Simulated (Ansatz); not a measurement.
A family of molecules: the atomisation energy (no zero-point term)

All atoms of one element are swapped for its congeners: SiF4 (silicon tetrafluoride) `F[Si](F)(F)F`; SiCl4 (silicon tetrachloride) `Cl[Si](Cl)(Cl)Cl`; SiBr4 `Br[Si](Br)(Br)Br`; SiI4 `I[Si](I)(I)I`. All are singlets with charge 0.

Shapes, held fixed at every level: PBE0-D4/def2-TZVP. Programs: Ansatz 0.2.0. Values in eV.

| level | SiF4 | SiCl4 | SiBr4 | SiI4 |
| --- | --- | --- | --- | --- |
| HF/def2-SVP | 17.41 | 11.89 | 9.59 | 6.78 |
| B3LYP-D4/def2-TZVPP | 24.22 | 16.26 | 13.78 | 11.18 |
| BHLYP-D4/def2-TZVPP | 23.28 | 15.94 | 13.52 | 10.94 |
| PBE0-D4/def2-TZVPP | 24.09 | 16.85 | 14.38 | 11.78 |
| CCSD(T)/def2-SVP | 22.26 | 14.83 | 12.55 | 9.71 |
| CCSD/def2-TZVPP | 23.72 | 15.59 | 13.21 | 10.43 |
| CCSD(T)/def2-TZVPP | 24.10 | 16.02 | 13.66 | 10.96 |

At CCSD(T)/def2-TZVPP the atomisation energy falls at every step, from 24.10 to 10.96 eV. Every level shows the same order. For atoms past krypton def2 sets carry core potentials with scalar relativity. Relativity is left out for Br unless named. Correlated rows may include outer-core shells of Br, I, which these sets cover unevenly. Spin-orbit coupling, which grows down the group, is left out (summed over each molecule's free atoms 0.09, 0.16, 0.63, 1.28 eV).

The silicon-halogen bond weakens steadily down the halogen group, with by far the largest drop between fluoride and chloride. Fluorine's high electronegativity and small size give short, strongly polar bonds with a large electrostatic contribution, probably helped by some lone-pair donation into Si-X antibonding orbitals. Down the group the bonds become longer and less polar, and the increasingly diffuse halogen p orbitals overlap less effectively with those of silicon.

Hartree-Fock underbinds every member because pairing electrons into bonds adds correlation energy that the separated atoms lack. The coupled-cluster values still rise markedly from the smaller to the larger basis, so they probably remain below the basis-set limit. The near match of PBE0 and CCSD(T) for SiF4, 24.09 against 24.10 eV, is therefore no proof of accuracy. Spin-orbit stabilisation of the free atoms should lower the iodide's value most, reinforcing the order rather than threatening it. These total energies reflect average bond strength, not the cost of breaking the first bond or the ease of hydrolysis.
